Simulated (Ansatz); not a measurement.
# Si: pressure and energy change per atom against volume scale

Results calculated with Ansatz 0.2.0, not measured. Plane-wave DFT, scalar-relativistic PAW made under PBE with cores redone for the functional, no dispersion; the given relaxed cell is scaled uniformly, energy at zero smearing counts from the unscaled cell, pressure at the given Fermi-Dirac smearing is positive in compression.

The cell before it is scaled or strained (space group P6_3/mmc, No. 194):
```
Si
1.0
      2.8364     0.0000     0.0000
     -1.4182     2.4564     0.0000
      0.0000     0.0000     9.4512
Si
4
Direct
  0.00000 0.00000 0.00000
  0.00000 0.00000 0.50000
  0.33333 0.66667 0.25000
  0.66667 0.33333 0.75000
```

Settings of every row: spin polarised no; functional BLYP; wave cutoff 420 eV; smearing width 0.1 eV; k mesh 14x14x4.

Atom starting moment: 0 on all atoms.

Limits: the cell comes from a prototype or a list of computed structures and needn't be the stable phase.

```csv
row,volume scale,V (Å³/atom),pressure (GPa),energy change per atom (meV)
1,0.88,14.487,8.97,50.31
2,0.92,15.145,5.43,21.24
3,0.96,15.804,2.56,5.3
4,1.04,17.121,?,?
5,1.08,17.779,-3.28,13.86
6,1.12,18.438,-4.58,30.22
```

Question: what pressure and energy change per atom should row 4 give?

Worked fit of pressure. Take u = (V_r/V)^(2/3) − 1 with V_r = 15.804 Å³ an atom, which is twice the finite (Eulerian) strain; such expansions in the strain, on which the Birch-Murnaghan equation of state is built, carry the rest volume and the bulk modulus. The shown rows have u = 0.05972, 0.0288, 0, -0.0755, -0.09766. Least squares give pressure = 2.56 + 94.13 × u + 217.3 × u² GPa; a straight line predicts inner rows, each left out in turn, worse (root mean square 0.57 against 0.034 GPa). The rows lie off it by 0.01, -0.02, 0.00, 0.03, -0.02. The pressure vanishes at u = -0.0292, or V = 16.52 Å³ an atom, and there the bulk modulus at fixed shape and fractions is B = −V dP/dV = (2/3)(1 + u) dP/du = 52.7 GPa. Letting shape and atoms relax would as a rule lower it, by much in layered, chain or molecular crystals. The withheld row has u = -0.05196, so the fit gives 2.56 + 94.13 × (-0.05196) + 217.3 × (-0.05196)² = -1.74 GPa.

The calculation gave -1.7 GPa. The fit lies 0.04 GPa (2.4 % of the value, 0.3 % of the column's range) below it; its largest miss of a shown row is 0.03 GPa.

Worked fit of energy change per atom. Take u = (V_r/V)^(2/3) − 1 with V_r = 15.804 Å³ an atom, which is twice the finite (Eulerian) strain; such expansions in the strain, on which the Birch-Murnaghan equation of state is built, carry the rest volume and the bulk modulus. The shown rows have u = 0.05972, 0.0288, 0, -0.0755, -0.09766. Least squares give energy change per atom = 5.283 + 370.74 × u + 6412.2 × u² meV; a straight line predicts inner rows, each left out in turn, worse (root mean square 17 against 0.047 meV). The rows lie off it by 0.02, -0.04, 0.02, 0.02, -0.01. Its lowest point lies at u = -0.0289, or V = 16.51 Å³ an atom, and the curvature there gives the bulk modulus at fixed shape and fractions, B = (4/9)(1 + u)² E″(u)/V = 52.1 GPa. Letting shape and atoms relax would as a rule lower it, by much in layered, chain or molecular crystals. The withheld row has u = -0.05196, so the fit gives 5.283 + 370.74 × (-0.05196) + 6412.2 × (-0.05196)² = 3.33 meV.

The calculation gave 3.37 meV. The fit lies 0.04 meV (1.2 % of the value, 0.085 % of the column's range) below it; its largest miss of a shown row is 0.04 meV.
